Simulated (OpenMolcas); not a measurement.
## A ladder of methods for InNH3Cl (SMILES [NH2][InH][Cl])

InNH3Cl has 6 atoms, charge 0, and is taken as a singlet. SMILES: `[NH2][InH][Cl]`. Geometry: relaxed at PBE0-D4/def2-TZVP.

Quantity: the HOMO–LUMO gap, in eV. The values are calculated.

| level | kind | program | value (eV) | CPU time |
| --- | --- | --- | --- | --- |
| HF/def2-SVPD (core potential) | Hartree–Fock | OpenMolcas | 11.95 | 21 s |
| SVWN5/def2-SVPD (core potential) | LDA | OpenMolcas | 4.19 | 38 s |
| M06-L/def2-SVPD (core potential) | meta-GGA | OpenMolcas | 4.76 | 93 s |
| r2SCAN/def2-SVPD (core potential) | meta-GGA | OpenMolcas | 4.78 | 76 s |
| B3LYP/def2-SVPD (core potential) | global hybrid | OpenMolcas | 5.78 | 73 s |
| BHLYP/def2-SVPD (core potential) | global hybrid | OpenMolcas | 8.19 | 66 s |
| PBE0/def2-SVPD (core potential) | global hybrid | OpenMolcas | 6.29 | 71 s |
| B2PLYP/def2-SVPD (core potential) | double hybrid | OpenMolcas | 8.39 | 54 s |

The values span 4.19 to 11.95 eV. Orbital gaps aren't excitation energies, and those of double hybrids come from the SCF part alone; they tend to grow with the share of exact exchange. CPU times are rough (shared hosts, several kinds of processor): they show what a rung costs within a factor of a few.

The frontier gap of this aminochloroindane depends far more on the treatment of exchange than on the choice between similar functionals. The two meta-GGAs nearly coincide at 4.76 and 4.78 eV, whereas the global hybrids run from 5.78 eV with B3LYP to 8.19 eV with BHLYP. The widening probably arises because non-local exchange stabilises the occupied orbitals while leaving the empty ones without a comparable attraction.

Chemically, a sizeable gap fits trivalent indium, whose 5s electrons are tied up in bonding. The HOMO is probably mainly the nitrogen lone pair, with some chlorine character, and the LUMO an indium-centred acceptor orbital of 5p and In–Cl antibonding character. That pattern would match the Lewis acidity expected of a three-coordinate indium centre, though the gap alone doesn't establish it.

The close agreement of the meta-GGAs is no sign of convergence towards the fundamental gap, and without an ionisation energy and electron affinity for comparison, no rung can be singled out as the most accurate.
